**Notes: Semenov's one-centre equation for trace-moist CO/O₂, water content varied**

One active centre of density $n$ is made at rate $w_0$, multiplied at net rate $fn$ and lost at rate $gn$:

$$\frac{dn}{dt}=w_0+\varphi n,\qquad \varphi=f-g,\qquad n(t)=w_0\,\frac{e^{\varphi t}-1}{\varphi}\quad\text{for } n(0)=0 .$$

For $\varphi<0$, $n$ relaxes to $w_0/(g-f)$ in a time $1/|\varphi|$. For $\varphi=0$, $n=w_0t$. For $\varphi>0$ it grows exponentially. If the centre carries out chain links at rate $an$, I set $\nu=a/g$ (links per centre with no multiplication) and $\delta=f/a$ (net new centres per link). Links per initiation in the steady state are then

$$\nu_{\rm eff}=\frac{a}{g-f}=\frac{\nu}{1-\nu\delta},$$

defined only for $\nu\delta=f/g<1$.

**Mechanism and inputs.** Rate coefficients are approximate values for 1000 K, in molecule, cm³, s units.

- CO + O₂ → CO₂ + O, $k_i\approx1.6\times10^{-22}$
- O + H₂O → 2 OH, $k_a\approx7\times10^{-15}$
- OH + CO → CO₂ + H, $k_p\approx3\times10^{-13}$
- H + O₂ → OH + O, $k_b\approx8\times10^{-14}$
- H + O₂ + M → HO₂ + M, $k_t\approx1\times10^{-32}$, HO₂ counted as lost
- CO + O + M → CO₂ + M, $k_c\approx2\times10^{-33}$
- wall loss, assumed: $k_{\rm wH}=400$ s⁻¹, $k_{\rm wO}=15$ s⁻¹

I take 20 Torr, 1000 K, 20 % CO and 20 % O₂ in N₂, so $[\mathrm M]=1.93\times10^{17}$ and $[\mathrm{CO}]=[\mathrm{O_2}]=3.86\times10^{16}$ cm⁻³. Plug flow over 50 cm at 5 m/s gives $\tau=0.1$ s. Then $w_0=k_i[\mathrm{CO}][\mathrm{O_2}]=2.4\times10^{11}$ cm⁻³ s⁻¹. I carry later quantities unrounded. Third figures are bookkeeping only.

**Which centre?** OH turns into H at $k_p[\mathrm{CO}]=1.16\times10^4$ s⁻¹. The step H + O₂ → OH + O, with $b=k_b[\mathrm{O_2}]=3.09\times10^3$ s⁻¹, hands its H back through OH + CO, so the H pool decays only at $G=k_t[\mathrm{O_2}][\mathrm M]+k_{\rm wH}=74.5+400=474$ s⁻¹. O atoms are slower. They are lost at $g=k_c[\mathrm{CO}][\mathrm M]+k_{\rm wO}=14.9+15=29.9$ s⁻¹ and react with water at $a=k_ax[\mathrm M]=1.35\times10^3x$ s⁻¹, with $x$ the water mole fraction. With water scarce, the centre is O and not H. Eliminating OH,

$$\dot n=w_0-(a+g)n+b[\mathrm H],\qquad \frac{d[\mathrm H]}{dt}=2an-G[\mathrm H],\qquad n=[\mathrm O].$$

Quasi-steady H gives $[\mathrm H]=2an/G$, hence

$$f=a(2\beta-1),\qquad \beta=b/G=6.5,\qquad \delta=2\beta-1=12.0 .$$

A link is one O + H₂O event. It spends one O and makes two H, and each H emits $\beta$ O atoms on average before it is lost. So $\delta$ is a mean gain and may exceed one. Each link also makes $2(1+\beta)=15.0$ CO₂ through OH. Numerically $f=1.62\times10^4x$ s⁻¹, and $\varphi=0$ at $x_c=g/(k_a[\mathrm M]\delta)=1.8\times10^3$ ppm.

To see what the reduction costs I keep both equations. Their slow eigenvalue $\lambda$ solves

$$\lambda^2+(G+a+g)\lambda-G\varphi=0 .$$

So $\lambda$ vanishes exactly where $\varphi$ does, and near there $\lambda\approx\varphi\,G/(G+a+g)$, with $(a+g)/G=0.07$ at $x_c$. Steady states, and so $\nu_{\rm eff}$, are untouched.

| $x$ (ppm) | $f$ (s⁻¹) | $\nu\delta$ | $\varphi$ (s⁻¹) | $\lambda$ (s⁻¹) | $\nu_{\rm eff}$ | $n(\tau)$ ($10^{10}$ cm⁻³) |
|---|---|---|---|---|---|---|
| 0 | 0 | 0 | −30 | −30 | 0 | 0.76 |
| 1000 | 16 | 0.54 | −14 | −13 | 0.099 | 1.3 |
| 1500 | 24 | 0.81 | −5.5 | −5.3 | 0.37 | 1.8 |
| $x_c$ | 30 | 1 | 0 | 0 | diverges | 2.4 |
| 3000 | 49 | 1.6 | +19 | +17 | none | 7.0 |
| 5000 | 81 | 2.7 | +51 | +44 | none | 78 |

The last column is the one-centre formula.

**Reading the trend.** Water enters only $a$, so $\nu\delta=x/x_c$ and $\varphi=g(x/x_c-1)$. The chain length is $\nu_{\rm eff}=\delta^{-1}(x/x_c)/(1-x/x_c)$, a pole with the small prefactor $1/\delta$. Few O atoms find water, but each that does is richly multiplied. The OH route gives 1.5 CO₂ per initiation at 1000 ppm and 5.5 at 1500 ppm in the steady state.

The exit density shows no pole. The ratio $n/(w_0\tau)=(e^{\varphi\tau}-1)/(\varphi\tau)=1+\varphi\tau/2+\dots$ is smooth through $\varphi=0$. The steady state diverges as $1/|\varphi|$, but so does the time to reach it. The fraction attained, $1-e^{\varphi\tau}$, is 0.95, 0.75 and 0.43 in the first three rows. Only for $\varphi\tau\gg1$ does the exponential take over: $n$ triples from dry to $x_c$, then rises elevenfold from 3000 to 5000 ppm. A tube of finite $\tau$ therefore shows a sharp rise only at water contents above $x_c$.

**What I dropped.** The lag of the H pool matters once it sits in an exponent. At 5000 ppm the two-equation solution gives $n(\tau)=37\times10^{10}$ cm⁻³, a factor 2.1 below the table, so that entry is good to a factor of two. Water consumed there is below $an/\varphi=1.0\times10^{11}$ of $9.65\times10^{14}$ cm⁻³, so constant $a$ is safe. Axial diffusion enters as $D\varphi/u^2=0.02$ for an approximate $D=100$ cm² s⁻¹ and $u=500$ cm/s. An assumed OH wall constant of 50 s⁻¹ would add about $50\,b/(k_p[\mathrm{CO}])=13$ s⁻¹ to $G$. If all HO₂ returned as OH through HO₂ + CO, $G$ would fall to 400 s⁻¹ and $x_c$ to $1.5\times10^3$ ppm.

The walls are the weak point, since $x_c\propto g/(2b/G-1)$ contains both wall constants. With $k_{\rm wH}=k_{\rm wO}=0$ and HO₂ still lost, the model gives $x_c=1.3\times10^2$ ppm. The value $1.8\times10^3$ ppm is thus the model's, for walls I made lossy to keep H quasi-steady. Typical knowledge is that CO/O₂ ignition already responds to tens to hundreds of ppm of water, so the model's limit with these walls sits roughly an order of magnitude high.